## Question

A potassium ion sits on the sulfur atom of methanethiol and is bound by roughly 12 kcal/mol. Drawn about 3 Å further out, it is still held by nearly 3 kcal/mol, because the attraction between an ion and a dipole has a long reach. The table follows this departure at five levels of theory, with CCSD(T) as the reference.

Gas-phase interaction energies of K+ and methanethiol (SMILES [K+].CS), computed with Ansatz 0.2.0 in the def2-TZVPPD basis, CCSD(T) with frozen cores: pair less both fragments in the pair's basis (counterpoise correction), negative when bound. Methanethiol is moved rigidly from the PBE0-D4/def2-TZVP minimum along the line between the fragments' mean atom positions, positive outwards.

```tsv
shift from the minimum (Å)	CCSD(T) (kcal/mol)	PBE-D4 (kcal/mol)	r2SCAN-D4 (kcal/mol)	wB97M-V (kcal/mol)	HF (kcal/mol)	wB97M-V less CCSD(T) (kcal/mol)
-0.320	-9.73	-12.21	-11.17	-11.26	-8.33	-1.54
-0.160	-11.75	-13.84	-12.91	-12.98	-10.83	-1.23
0.000	-12.45	-14.29	-13.42	-13.47	-11.87	-1.02
0.160	-12.35	-14.08	-13.20	-13.21	-12.02	-0.86
0.384	-11.53	-13.46	-12.35	-12.22	-11.43	-0.69
0.799	-9.34	-11.76	-10.24	-9.81	-9.47	-0.47
1.598	-5.85	-7.22	-6.48	-6.07	-6.09	-0.22
3.196	-2.71	-3.01	-2.98	-2.78	-2.90	-0.06
```

(a) Which density functional has an error that clearly grows again as the ion leaves?
(b) How could the fault be noticed without the CCSD(T) column?
(c) What is its likely origin? Support the answer with an estimate.

## Model answer

**(a)** The method is PBE-D4, the density functional PBE with an added dispersion energy, D4, summed mainly over pairs of atoms. It binds too strongly in every row. At the minimum the excess is 15 % of the CCSD(T) binding, and at a shift of 0.799 Å it has grown to 26 %. In kcal/mol the excess first shrinks to 1.7, rises again to 2.4 and only then dies away. The error of HF, which is not a density functional, does not fade simply either: HF binds too weakly at close range and slightly too strongly far out, but there by no more than 0.24 kcal/mol.

wB97M-V shows what a smoothly fading error looks like. Its excess binding shrinks at every step, and a single exponential fitted to all eight rows describes it well, with a decay length of about 0.9 Å. Part of this difference may belong to the reference, since CCSD(T) in a finite basis without extrapolation usually binds somewhat too weakly. That share is not measured here, but it does not cause the hump in the error of PBE-D4. Measured against wB97M-V instead of CCSD(T), the excess binding of PBE-D4 still rises, from 0.82 kcal/mol at the minimum to 1.95 kcal/mol at 0.799 Å. A single exponential fitted to all rows of the PBE-D4 error misses this hump.

**(b)** Look at the slope, which is the force pulling the ion back. Beyond the minimum this force first grows, passes a maximum and then weakens. Between the intervals 0.384–0.799 Å and 0.799–1.598 Å the mean slope of wB97M-V falls from 5.8 to 4.7 kcal/mol per Å, and it also falls for HF and r2SCAN-D4. For PBE-D4 alone it rises, from 4.1 to 5.7. A curve that lets go late and then drops steeply, while its neighbours do not, deserves suspicion.

**(c)** The likely origin is the dispersion coefficient that D4 assigns to potassium. Dispersion grows with the polarisability of both partners. A neutral potassium atom has a loose outer electron and is some fifty times more polarisable than the ion, which has lost it. D4 chooses its coefficient from the number of neighbours and from an estimated charge. As the ion leaves sulfur it loses its neighbour and can come to resemble a free atom, unless the charge correction fully makes up for this.

London's formula shows what such a confusion would cost:

$$E=-\frac{3}{2}\,\frac{\alpha_1\alpha_2}{R^6}\,\frac{I_1I_2}{I_1+I_2}$$

Here $\alpha$ is a polarisability, $I$ an ionisation energy and $R$ the distance between the partners. At the hump $R$ is about 4.9 Å, measured to the mean atom position of methanethiol. Rough recalled values are 5.5 Å³ and 9.4 eV for methanethiol, and 43 Å³ and 4.3 eV for a neutral potassium atom. Then

$$E\approx-\frac{1.5\times43\times5.5}{4.9^6}\times\frac{4.3\times9.4}{4.3+9.4}\ \text{eV}\approx-0.08\ \text{eV},$$

or about −2 kcal/mol. With 0.8 Å³ and 32 eV for the true ion, the result is only about −0.1 kcal/mol. Mistaking the ion for an atom could therefore produce an error of the order seen.

## Remarks on the reasoning

**Why a hump points to a changing coefficient.** With a fixed coefficient, the dispersion attraction weakens steadily with distance, even with the damping that D4 uses at close range. It could make PBE-D4 bind too strongly, but it would not by itself make the excess grow again. A coefficient that rises while the ion departs can do so.

**Why r2SCAN-D4 suffers less.** It uses the same kind of coefficients but damps them more strongly at short and middle range. In the closest row its whole D4 energy, including the part inside methanethiol, is about 4.5 times smaller than that of PBE-D4. Without any D4 energy it would still bind at least about 0.9 kcal/mol more strongly than CCSD(T) in that row, so D4 does not explain the whole difference. Its excess binding has only a faint bump. In the farthest row, where damping matters less, the two functionals bind too strongly by nearly the same amount, about 0.3 kcal/mol. A shared dispersion error would do this, but the sign is weak: HF, which has no D4 energy, also binds about 0.2 kcal/mol too strongly there.

**How far the evidence goes.** The hump is a result of the calculations; its assignment to D4 is an argument. London's formula without damping gives an order of magnitude here and would be far too large at contact. Several smooth errors of opposite sign could also add up to a hump. The D4 energy printed for every row would test the assignment directly: if it is right, this energy should itself grow stronger again as the ion moves out towards the hump.

**What carries over.** Two neutral molecules drawn apart keep their covalent bonds, so their atoms keep nearly the same neighbours and coefficients. A bare metal ion loses all its neighbours at once, which makes it the harder case. For anyone modelling how such an ion is captured or released, a check at the minimum alone is not enough, since here the relative error of PBE-D4 grows from 15 % at the minimum to 26 % on the way out.

The printed analysis below gives the differences, slopes and fits.

Printed output of the fit:

```
Differences in kcal/mol:
    row  PBE-D4 less reference  r2SCAN-D4 less reference  HF less reference  PBE-D4 less wB97M-V
  -0.32                  -2.48                     -1.44                1.4                -0.95
  -0.16                  -2.09                     -1.16               0.92                -0.86
    0.0                  -1.84                     -0.97               0.58                -0.82
   0.16                  -1.73                     -0.85               0.33                -0.87
  0.384                  -1.93                     -0.82                0.1                -1.24
  0.799                  -2.42                      -0.9              -0.13                -1.95
  1.598                  -1.37                     -0.63              -0.24                -1.15
  3.196                   -0.3                     -0.27              -0.19                -0.23
fit of err on 8 rows: coefficient of exp(-x/s) -1.054 +/- 0.015, s 0.9175; rms 0.0304, worst -0.32 0.0468, leave-one-out rms 0.0521
fit of ep on 8 rows: coefficient of exp(-x/s) -2.118 +/- 0.17, s 3.126; rms 0.359, worst 0.799 0.779, leave-one-out rms 0.506
Growth of PBE-D4 overbinding from 0.160 to 0.799 Å, kcal/mol: 0.69
Growth of r2SCAN-D4 overbinding from 0.384 to 0.799 Å, kcal/mol: 0.08
PBE-D4 overbinding at zero shift, percent of CCSD(T) binding: 14.78
PBE-D4 overbinding at 0.799 Å, percent of CCSD(T) binding: 25.91
CCSD(T) mean slope from 0.384 to 0.799 Å, kcal/mol per Å: 5.277
CCSD(T) mean slope from 0.799 to 1.598 Å, kcal/mol per Å: 4.368
PBE-D4 mean slope from 0.384 to 0.799 Å, kcal/mol per Å: 4.096
PBE-D4 mean slope from 0.799 to 1.598 Å, kcal/mol per Å: 5.682
PBE-D4 overbinding left at -0.320 Å without the whole D4 energy, kcal/mol: 0.1523
r2SCAN-D4 overbinding left at -0.320 Å without the whole D4 energy, kcal/mol: 0.9223
Ratio of the D4 energies PBE to r2SCAN at -0.320 Å: 4.496
Undamped London attraction at 0.799 Å for a true K ion, order of magnitude, kcal/mol: 0.083
Undamped London attraction at 0.799 Å for a neutral K atom, order of magnitude, kcal/mol: 1.811
```
